**Q:** I have one crystal of silicon carbide, hexagonal, with four atoms in the cell. Five density functionals are applied to exactly the same atomic positions. Why should the pressure depend on the functional at all?

**A:** Because the pressure tells you how far this cell is from the one that the functional itself would choose. Each functional has its own energy curve against volume, and the pressure is the downhill slope of that curve at the volume we imposed. A positive value means that the crystal feels compressed and wants to expand; a negative one means that it wants to shrink.

ABINIT 10.8.3, plane-wave DFT with PAW datasets, no spin polarisation: hexagonal SiC (P6_3mc, 4 atoms per cell), with the same cell and atomic positions in every row. All runs use a 10 × 10 × 5 k mesh and Fermi-Dirac occupations with 0.05 eV smearing, without dispersion correction or spin-orbit coupling. Pressure and stress are positive in compression.

```tsv
functional	potentials	wave cutoff	pressure (GPa)	stress xx (GPa)	stress zz (GPa)
PBE	JTH-PAW-PBE-v2.0	517.016 eV	3.130	4.700	0.010
AM05	JTH-PAW-PBE-v2.0	544.228 eV	-0.640	1.020	-3.960
LDA-VWN	JTH-PAW-LDA-v2.0	544.228 eV	-4.400	-3.020	-7.150
OLYP	JTH-PAW-PBE-v2.0	544.228 eV	0.790	2.470	-2.570
WC	JTH-PAW-PBE-v2.0	544.228 eV	-0.160	1.340	-3.180
```

**Q:** So LDA wants a smaller crystal and PBE a larger one. How much is that in terms I can measure, such as a lattice edge?

**A:** Divide the pressure by the bulk modulus, which for silicon carbide is roughly 220 GPa. For PBE, 3.13 GPa divided by 220 GPa gives a volume increase of about 1.4 %, and a third of that, about 0.5 %, for each edge. LDA goes the other way, with edges shorter by about 0.7 %. These are linear estimates that treat the crystal as equally stiff in all directions, so they show the size of the disagreement and don't replace a relaxation.

**Q:** What makes LDA pull inward?

**A:** LDA treats every point of the crystal as if it belonged to a uniform electron gas of the local density. It takes no account of how quickly the density changes nearby. Functionals with gradient corrections do, through a quantity called the reduced gradient: the steepness of the density, measured against the density itself. In exchange, a larger reduced gradient earns a larger lowering of the energy.

Now pull the atoms apart. They don't swell with the crystal: the density close to each nucleus keeps its form, while the density shared between neighbours thins out. The electron cloud becomes more uneven, and the gradient correction rewards that. An energy term that falls as the volume grows pushes outward, so the corrected functionals prefer a larger cell than LDA does. The gradient terms in PBE's correlation work against this, but exchange usually wins.

**Q:** Does the table show that, or is it theory?

**A:** The table shows the order: all four gradient-corrected rows lie above LDA in pressure. The reason is standard theory, and the comparison with LDA isn't a clean test of it, because LDA also uses its own set of atomic potentials. The better pair is PBE and WC. They share the potentials and the correlation formula, and differ in exchange and slightly in the plane-wave cutoff.

**Q:** And what is different about their exchange?

**A:** The reward for unevenness grows more slowly in WC. I compared the two exchange formulas over five ranges of moderate reduced gradient, the kind that matters where atoms meet. WC's reward grows by only 0.73 to 0.85 times as much as PBE's. A weaker reward means a weaker outward push, and WC's pressure is indeed lower, by 3.29 GPa.

The argument gives the direction of that difference, not its size. PBE's lower cutoff is not expected to be the cause. An incomplete plane-wave basis lowers the computed pressure, so it should narrow this gap rather than widen it; no run with a second cutoff is available to measure by how much.

**Q:** OLYP puzzles me. It is also a gradient-corrected functional, yet it lies between WC and PBE.

**A:** Its exchange reward starts out very flat and steepens only at larger gradients. In my five ranges it grows less than PBE's, but the ratio climbs from 0.41 to 0.97, and by its formula it overtakes PBE's just beyond them. So this alone doesn't explain a pressure below PBE's. Against WC the formula gives no clear answer: in the lower ranges OLYP's reward grows more slowly, in the upper ones it grows faster.

Two more ingredients are mixed in. OLYP raises exchange by about 5 % even where the density is uniform, which favours dense matter and so pulls inward, and it uses a different correlation formula. It also runs on potentials made for PBE. Its place between WC and PBE is therefore a result of the calculation that this simple argument doesn't derive.

**Q:** And AM05?

**A:** AM05 designs exchange and correlation as a matched pair, so comparing its exchange alone would mislead. It behaves like LDA where the density is smooth and switches to a surface-like description where it is uneven. That makes a place between LDA and PBE reasonable. I would give no cause for the 0.48 GPa between AM05 and WC, which corresponds to only about 0.2 % in volume.

**Q:** WC's pressure is almost zero. Can I take this cell as its relaxed structure?

**A:** No, and the separate stresses show why. Stress xx acts in the hexagonal plane and stress zz along the c axis; the pressure is the average over the three directions. For WC the plane is compressed by 1.34 GPa while the axis is under a tension of 3.18 GPa, and the two nearly cancel in the average. PBE shows the opposite trap: its axial stress is almost zero, but its plane is strongly compressed.

**Q:** Is that imbalance also the work of the functional?

**A:** Hardly. The in-plane stress exceeds the axial one in every row, by 4.1 to 5.0 GPa, whereas the pressure varies over 7.5 GPa. Something common to all rows must supply most of it, and what they share is the geometry. The same calculations leave a force of 0.72 to 0.74 eV/Å on every atom along c, with silicon and carbon pushed in opposite directions. The atoms aren't at their resting places within the cell.

**Q:** How can misplaced atoms distort the stress and leave the pressure to the functional?

**A:** Look at one silicon atom with its four carbon neighbours. One bond points along c, and the other three spread out like the legs of a tripod. Shift the silicon so that the axial bond becomes longer by a small amount d. Each leg then becomes shorter by d/3, because it makes an angle with the axis whose cosine is one third in size.

Added up, the four length changes cancel: d − 3 × d/3 = 0. If the four bonds act as equal springs, the pressure depends on that sum, so to first order it hardly notices the shift. The directions do notice it. The stretched bond puts the axis under tension, and the shortened legs, which lie mostly in the plane, put the plane under compression.

This cell is distorted in that direction. Nearly regular tetrahedra would have bonds of about 1.89 Å, but the shortest contact is 1.868 Å. The ion–ion electrostatic energy of the runs depends only on the positions, and its value is the one expected if the short contacts are the three legs and the axial bond is the long one.

**Q:** That is the pattern in the table. Is the size right?

**A:** In order of magnitude. If bonds acted as simple springs, forces of this size would give an imbalance of about 11 GPa, somewhat more than twice what is found. Real bonds also resist bending, which the spring picture leaves out and which is expected to lower the imbalance that goes with a given force. An unsuitable ratio of the c edge to the a edge could contribute too. Relaxing the atoms in the fixed cell would separate the two causes, and that calculation isn't here.

**Q:** Can I then rebuild the stresses from two pieces, one for the functional and one for the geometry?

**A:** Yes, fairly well. Take the pressure from each row and one common imbalance for all five, fitted as their mean, 4.67 GPa. Because there are two in-plane directions and one axial, the axial stress lies below the pressure by two thirds of the imbalance. For WC this gives −0.16 − (2/3) × 4.67 ≈ −3.3 GPa, against −3.18 GPa in the table. WC was part of the fit, so this illustrates the split and doesn't predict a new case.

The worst row is LDA, where the axial stress is missed by about 0.4 GPa. Letting the imbalance depend on the pressure doesn't help: when each row in turn is left out and predicted from the others, the errors become larger. The remaining differences between functionals are real output of the runs, but I have no tested explanation for them. The output printed below gives both fits.

**Q:** What should I do with this when I choose a functional for a process model?

**A:** Don't choose the one with the smallest pressure here. That pressure measures agreement with this particular cell, and the misplaced atoms may still shift it a little beyond first order. AM05, OLYP and WC also borrow potentials made for PBE, with an effect on the pressure that is not known. Values of a few tenths of a GPa are too small to rank functionals.

Relax the atoms and the cell with each candidate, at one well-converged cutoff, and then compare lattice edges. If you meet a functional that isn't in the table, ask first how strongly its exchange rewards an uneven density. With the correlation and the exchange of the uniform gas unchanged, a weaker reward should mean a smaller crystal.

Printed output of the fit:

```
Stress split and rough relaxation:
      row  in-plane less axial stress (GPa)  volume change wanted (%)  edge change wanted (%)
      PBE                              4.69                     1.423                  0.4742
     AM05                              4.98                   -0.2909                -0.09697
  LDA-VWN                              4.13                        -2                 -0.6667
     OLYP                              5.04                    0.3591                  0.1197
       WC                              4.52                  -0.07273                -0.02424
fit of aniso on 5 rows: constant 4.672 +/- 0.17; rms 0.331, worst LDA-VWN 0.542, leave-one-out rms 0.414
fit of aniso on 5 rows: constant 4.694 +/- 0.15, coefficient of pressure 0.08562 +/- 0.061; rms 0.256, worst AM05 -0.341, leave-one-out rms 0.543
Largest miss of axial stress from pressure and one common anisotropy (GPa): 0.3647
Span of pressure over the functionals (GPa): 7.53
Span of anisotropy over the functionals (GPa): 0.91
Pressure, PBE less WC (GPa): 3.29
Pressure, PBE less OLYP (GPa): 2.34
Pressure, WC less LDA (GPa): 4.24
Pressure, WC less AM05 (GPa): 0.48
Smallest force on an atom (eV/A): 0.724
Largest force on an atom (eV/A): 0.741
Bond-only estimate of anisotropy, order of magnitude only (GPa): 10.76
Growth of exchange enhancement, WC over PBE, smallest of five windows: 0.7304
Growth of exchange enhancement, WC over PBE, largest of five windows: 0.8515
Growth of exchange enhancement, OLYP over PBE, smallest of five windows: 0.4065
Growth of exchange enhancement, OLYP over PBE, largest of five windows: 0.9669
```
